The Foldy-Wouthuysen Hamiltonian through 1/m³, with an electron in 800 nm light

The Dirac Hamiltonian couples large and small spinor components through a term that is not small in itself, only small against the gap 2m. Foldy and Wouthuysen (1950) removed that coupling by a sequence of unitary steps. I will carry the sequence through 1/m³ without assuming that anything commutes, and then test it on a laser problem that can be solved exactly. I use ħ = c = 1 in the algebra, and eV, nm and W/cm² for the numbers.

1. Premises

The equation is i∂ψ/∂t = Hψ with H = βm + E + O and β² = 1. E is even, βE = Eβ, and O is odd, βO = −Oβ. Both are Hermitian, both may depend on time, and neither contains m. For charge q in potentials φ and A, O = α·π with π = p − qA, and E = qφ. A product of two odd operators is even, and odd times even is odd. The counting is formal: O, E and ∂/∂t are of order m⁰, and we sort powers of 1/m.

Time dependence is handled by one device. Write the equation as Kψ = 0 with

K = H − i∂/∂t = βm + F + O, F = E − i∂/∂t.

If ψ′ = Uψ, then K′ψ′ = 0 with K′ = UKU⁻¹, and the new Hamiltonian is H′ = K′ + i∂/∂t. F commutes with β, so it is even. Acting on any ψ, O(−i∂ψ/∂t) + i∂(Oψ)/∂t = i(dO/dt)ψ, and therefore

[O,F] = [O,E] + i dO/dt.

The time derivative no longer acts on the wave function. [O,F] is an ordinary odd operator, and it is anti-Hermitian, because [O,E] and i dO/dt both are.

2. The first step

Take S = −iβO/(2m), and set X = iS = βO/(2m). Since (βO)† = Oβ = −βO, X is anti-Hermitian and U = exp(X) is unitary. With ad Y = [X,Y],

K′ = exp(X) K exp(−X) = K + ad K + ad²K/2! + ad³K/3! + …

Start with the mass term: ad(βm) = (βOβ − ββO)/2 = (−O − O)/2 = −O. That is the reason for this choice of S: the first commutator cancels O.

Next the powers of O, moving β to the left with one sign change for each odd factor it passes:

ad O = (βO² − OβO)/(2m) = βO²/m,
ad(βO²) = (βOβO² − βO²βO)/(2m) = −O³/m, so ad²O = −O³/m²,
ad O³ = (βO⁴ − O³βO)/(2m) = βO⁴/m, so ad³O = −βO⁴/m³,

and ad⁴O is of order 1/m⁴. Because adⁿ⁺¹(βm) = −adⁿO, each adⁿO enters with weight 1/n! − 1/(n+1)! = n/(n+1)!, which is 0, 1/2, 1/3, 1/8 for n = 0 to 3. Hence

βm + O → βm + βO²/(2m) − O³/(3m²) − βO⁴/(8m³) + O(1/m⁴).

I write O(1/mⁿ), with a power of m in the bracket, for the order symbol.

Now F. Two rules suffice. For even G, [βO,G] = β[O,G]. For odd Y, [βO,βY] = βOβY − βYβO = −OY + YO = −[O,Y]. Alternating them,

ad F = β[O,F]/(2m),
ad²F = −[O,[O,F]]/(4m²),
ad³F = −β[O,[O,[O,F]]]/(8m³).

Dividing by 1!, 2!, 3! and sorting by parity gives K′ = βm + F′ + O′ with

(A) F′ = F + βO²/(2m) − [O,[O,F]]/(8m²) − βO⁴/(8m³) + O(1/m⁴),
(B) O′ = β[O,F]/(2m) − O³/(3m²) − β[O,[O,[O,F]]]/(48m³) + O(1/m⁴).

Question: You expanded an exponential of an unbounded operator. Is that a theorem or bookkeeping?

Bookkeeping in general: an identity between formal power series in 1/m, useful on states for which the successive commutators really shrink. For finite matrices the series of one step converges, and the laser example will show a radius of convergence for the whole expansion.

3. The second step, where a term is often lost

Equations (A) and (B) used only parity and Hermiticity. So they define a map (F,O) → (F′,O′) that can be applied again with S′ = −iβO′/(2m). O′ is Hermitian, being the odd part of a Hermitian operator. It starts at 1/m.

Apply (A) to (F′,O′). The term [O′,[O′,F′]]/(8m²) is of order 1/m⁴, and O′⁴/m³ is of order 1/m⁷. The term βO′²/(2m) is of order 1/m³ and must be kept. With Y = [O,F], which is odd, (βY)² = βYβY = −Y², so

βO′²/(2m) = −β[O,F]²/(8m³) + O(1/m⁴).

The cross term between βY/(2m) and −O³/(3m²) carries 1/m · 1/m · 1/m² and belongs to the remainder. The sign can be checked: Y is anti-Hermitian, so −Y² = Y†Y is non-negative, and the term pushes the positive-energy states up and the negative-energy states down, as second-order level repulsion across the gap must.

Apply (B) to (F′,O′). Only β[O′,F′]/(2m) matters, since O′³/m² is of order 1/m⁵. Using [βY,F] = β[Y,F] and [βY,βO²] = −{Y,O²},

O″ = [[O,F],F]/(4m²) − β[O³,F]/(6m³) − β{O²,[O,F]}/(8m³) + O(1/m⁴).

4. Third and fourth steps

O″ starts at 1/m², so the third step changes the even part by βO″²/(2m), of order 1/m⁵, and leaves

O‴ = β[O″,F″]/(2m) + … = β[[[O,F],F],F]/(8m³) + O(1/m⁴).

This is still of the order we keep, so a fourth step is needed. It changes the even part at 1/m⁷ and leaves an odd remainder [[[[O,F],F],F],F]/(16m⁴) + …. Adding i∂/∂t back turns the lone F into E:

(C) H_FW = β(m + O²/2m − O⁴/8m³) + E − [O,[O,F]]/(8m²) − β[O,F]²/(8m³) + O(1/m⁴),

with [O,F] = [O,E] + i dO/dt. Two steps fix the even part through 1/m³, and four steps push the odd part to 1/m⁴.

Question: My textbook has no [O,F]² term. Is it wrong?

Not if it counts differently. A text that keeps the kinetic correction O⁴/m³ but works to first order in the electric field at this level drops it on purpose. In a strict count of powers of 1/m it is there.

Question: I have seen β{O,[[O,F],F]}/(16m³) in that place. Which is right?

Both. Block-diagonal form is fixed only up to an even unitary. The product of our first two steps is exp(X′)exp(X) = exp(X + X′ + [X′,X]/2 + …), with X′ = βO′/(2m) = Y/(4m²) at leading order. Then [X′,X]/2 = (YβO − βOY)/(16m³) = −β{O,Y}/(16m³) = −β[O²,F]/(16m³), which is even. Eriksen's transformation (1958) is the one with a purely odd exponent, so it follows from ours by exp(W) with W = +β[O²,F]/(16m³). W commutes with βm and adds [W,F] = β[[O²,F],F]/(16m³). The Leibniz rule gives [[O²,F],F] = [{O,Y},F] = 2Y² + {O,[Y,F]}, and so

−βY²/(8m³) + β[[O²,F],F]/(16m³) = β{O,[[O,F],F]}/(16m³).

Spectra agree. Wave functions, and the form of other operators, differ at 1/m³, so one must not mix the two pictures.

5. The electromagnetic form

Use αᵢαⱼ = δᵢⱼ + iεᵢⱼₖΣₖ, and call the electric field ℰ = −∇φ − ∂A/∂t. Then O² = π² + iΣ·(π×π) = π² − qΣ·B, because π×π = iqB. Further, [O,E] = −iqα·∇φ and i dO/dt = −iqα·∂A/∂t, so

[O,F] = iqα·ℰ.

This is what F is good for: only the gauge-invariant field appears. The components of ℰ commute, so (α·ℰ)² = ℰ². Also [α·π, α·ℰ] = −i(∇·ℰ) + iΣ·(π×ℰ − ℰ×π). Inserting these in (C),

(D) H_FW = β[m + (π² − qΣ·B)/2m − (π² − qΣ·B)²/8m³] + qφ − q(∇·ℰ)/(8m²) − qΣ·(ℰ×π − π×ℰ)/(8m²) + βq²ℰ²/(8m³).

We have the Pauli, mass-correction, Darwin and spin-orbit terms, and a local term in ℰ², which in SI units is e²ħ²ℰ²/(8m³c⁴).

6. An exact test: a rotating electric field

Take two counter-propagating beams whose fields rotate in the same sense about +z: A = A₀ cos(kz)(cos ωt, sin ωt, 0), φ = 0. At z = 0 the magnetic field vanishes. As a model I set cos(kz) = 1 and p = 0. Then π = P(cos ωt, sin ωt, 0) with P = ma, where a = |q|A₀/m and the sign of q is absorbed in the phase.

Here O² = P², E = 0 and [O,F] = i dO/dt with dO/dt = Pω(−αₓ sin ωt + α_y cos ωt). From [αₓ,α_y] = 2iΣ_z we get [O,dO/dt] = 2iP²ωΣ_z, and (dO/dt)² = P²ω². Equation (C) becomes diagonal and constant in time. For β = +1 and Σ_z = s = ±1,

(E) ε_s = m + P²/2m + sP²ω/(4m²) − P⁴/(8m³) + P²ω²/(8m³).

Since O² is constant, [O²,F] = 0 and the Eriksen form gives the same.

Now the exact solution. Put ψ = R(t)χ with R = exp(−iωtΣ_z/2). Since RαₓR† = αₓ cos ωt + α_y sin ωt, χ obeys the constant Hamiltonian βm + Pαₓ − ωΣ_z/2. The matrix αₓ couples an upper component of spin s to the lower component of spin −s, so there are 2×2 blocks with diagonal ±(m − sω/2) and off-diagonal P. Each FW step has the form R U₀ R† with constant U₀, so the eigenvalue to compare with (E) is the positive root plus sω/2:

(G) ε_s = sω/2 + √[(m − sω/2)² + P²].

With M = m − sω/2 the root is M + P²/2M − P⁴/8M³ + P⁶/16M⁵ − …. Expanding 1/M = (1/m)(1 + sω/2m + ω²/4m² + …) reproduces all terms of (E), the last included. The next orders are s(P²ω³ − 3P⁴ω)/(16m⁴) and, at 1/m⁵, P⁶/16 − 3P⁴ω²/16 + P²ω⁴/32. The double expansion needs ω < 2m, the threshold for lifting a state across the gap with one photon, and P < |M|, that is a below about 1.

7. Numbers at 800 nm

I choose a field magnitude ℰ₀ equal to that of a circularly polarised travelling wave of I = 1.0×10¹⁴ W/cm², for which I = ε₀cℰ₀². Each of the two beams carries half that amplitude and a quarter of that intensity. With λ = 800 nm and mc² = 511.0 keV:

ħω = 1.5498 eV, η = ħω/mc² = 3.0329×10⁻⁶,
ℰ₀ = 1.9410×10¹⁰ V/m, a = eℰ₀/(mcω) = 4.8362×10⁻³, a² = 2.3389×10⁻⁵.

The terms of (E), and the largest ones left out, are:

1/m: mc²a²/2 = 5.976 eV (ponderomotive energy)
1/m²: sħωa²/4 = s × 9.062 μeV
1/m³: −mc²a⁴/8 = −34.94 μeV
1/m³: ħωηa²/8 = 13.7 peV (the [O,F]² term)
left out, 1/m⁴: −3sħωa⁴/16 = −s × 159 peV
left out, 1/m⁵: mc²a⁶/16 = 409 peV

The exact value (G) minus the truncated value (E) is 250 peV for s = +1 and 568 peV for s = −1, the sum of the two omitted entries.

Look at the ordering. A 1/m³ term exceeds the 1/m² term, and two neglected terms exceed a kept one, by factors of about 12 and 30. The reason is that 1/m stands for two independent small numbers, a and η. Relative to mc² the six entries scale as a², a²η, a⁴, a²η², a⁴η and a⁶. The formal order reflects size only when a and η are comparable, and here a exceeds η by three orders of magnitude. The [O,F]² term overtakes the 1/m⁴ entry only for a² < 2η/3, below 8.6×10¹² W/cm², and the 1/m⁵ entry for a² < √2 η, below 1.8×10¹³ W/cm². At our intensity (E) is good to a few hundred peV within the model, and the 13.7 peV lies below that truncation error.

Question: A real beam has a magnetic field. Does your spin term survive?

In a single travelling wave it does not. Take A rotating with phase ωt − kz, k = ω, transverse momentum zero, and use R = exp[−i(ωt − kz)Σ_z/2]. Then p_z becomes p + kΣ_z/2, and in the upper block O acts as σ·π = σ_z p + k/2 + Pσₓ. Its square over 2m contains kPσₓ/m divided by 2, the Zeeman term (aω/2)σₓ. For slow electrons the spin Hamiltonian in the rotating frame is

−(ω/2)σ_z + (a²ω/4)σ_z + (aω/2)σₓ,

with eigenvalues ∓(ω/2)√[(1 − a²/2)² + a²] = ∓(ω/2)√(1 + a⁴/4). The order a² has gone: the Zeeman term in second order gives −sa²ω/4, that is 9.062 μeV against the direct term. The full Dirac matrix confirms it. The determinant of βm + α_z(p + ωΣ_z/2) + Pαₓ − ωΣ_z/2 − x factorises into (x ± ω/2)² − (p ± ω/2)² − m² − P², so both spins lie on the one mass shell m²(1 + a²) of the Volkov states. The Pauli Hamiltonian alone would predict a spin shift that is not there; the 1/m² term of (C) is needed to cancel it.

In the standing wave B has magnitude kA₀|sin kz| and rotates with A. Treating z as a parameter, which neglects a recoil energy of relative size η, the direct term is sa²ω cos²(kz)/4 and the Zeeman term gives −sa²ω sin²(kz)/4, together sa²ω cos(2kz)/4. The model of section 6 holds to 1 per cent within 9.0 nm of the antinode, and the shift averages to zero over a wavelength at this order. The antinode is also the top of the ponderomotive hill (ma²/2)cos²(kz), so z grows as d²z/dt² = a²ω²z, with time constant 1/(aω) = 88 fs.

Question: And physics beyond the Dirac equation?

Two pieces matter. The anomalous moment, aₑ ≈ α/2π with α here the fine-structure constant, enters through the Pauli term −aₑ(q/2m)(βΣ·B − iβα·ℰ). Here qα·ℰ = dO/dt, so the extra odd operator is aₑ iβ(dO/dt)/(2m). Its cross term in βO²/2m follows from β{O, iβ dO/dt} = −i[O,dO/dt] and equals 2aₑ times the spin term, which is thereby multiplied by g − 1 = 1 + 2aₑ. That adds 21.0 neV. Second, the circling electron radiates the Larmor power (2/3)αa²ω², which is a photon rate Γ = (2/3)αa²ω and a width ħΓ = 0.176 μeV. Both are thousands of times the [O,F]² term, which at this wavelength is a matter of consistency and not an observable. The spin splitting is about a hundred times the width.

So the model's result is this: an electron held near the antinode has a spin splitting ħωa²/2 = 18.12 μeV, a precession about z at 4.38 GHz, which over an assumed flat-top pulse of 30 fs, shorter than the 88 fs escape time, turns a transverse spin by 0.83 mrad. At p = 0 the FW transformation is the identity once the field is off, so this is also the rotation of the Dirac spin after the pulse.

8. Range of validity

Equation (C) is an operator identity through 1/m³ for any Hermitian even E and odd O independent of m. To use it one needs three things. First, |π| ≪ m on the states considered; in a laser this means a ≪ 1, and a = 1 is reached at 4.3×10¹⁸ W/cm² for circular polarisation at 800 nm, where the series in O²/m² stops converging. Second, each commutator with F must cost a small factor: ω ≪ 2m, and potentials that change by much less than m over a reduced Compton wavelength 1/m. A point Coulomb potential violates this near the nucleus, where q²ℰ²/8m³ grows as 1/r⁴ and has no finite expectation value in an s state, so (D) cannot be used term by term there. Third, the truncation error must be estimated in each small parameter separately, since for a ≫ η the omitted O⁶/16m⁵ outweighs the kept [O,F]²/8m³. The Hamiltonian acts on transformed wave functions, so observables must be transformed with the same four steps, and it describes one particle with g = 2, without pair creation or radiation.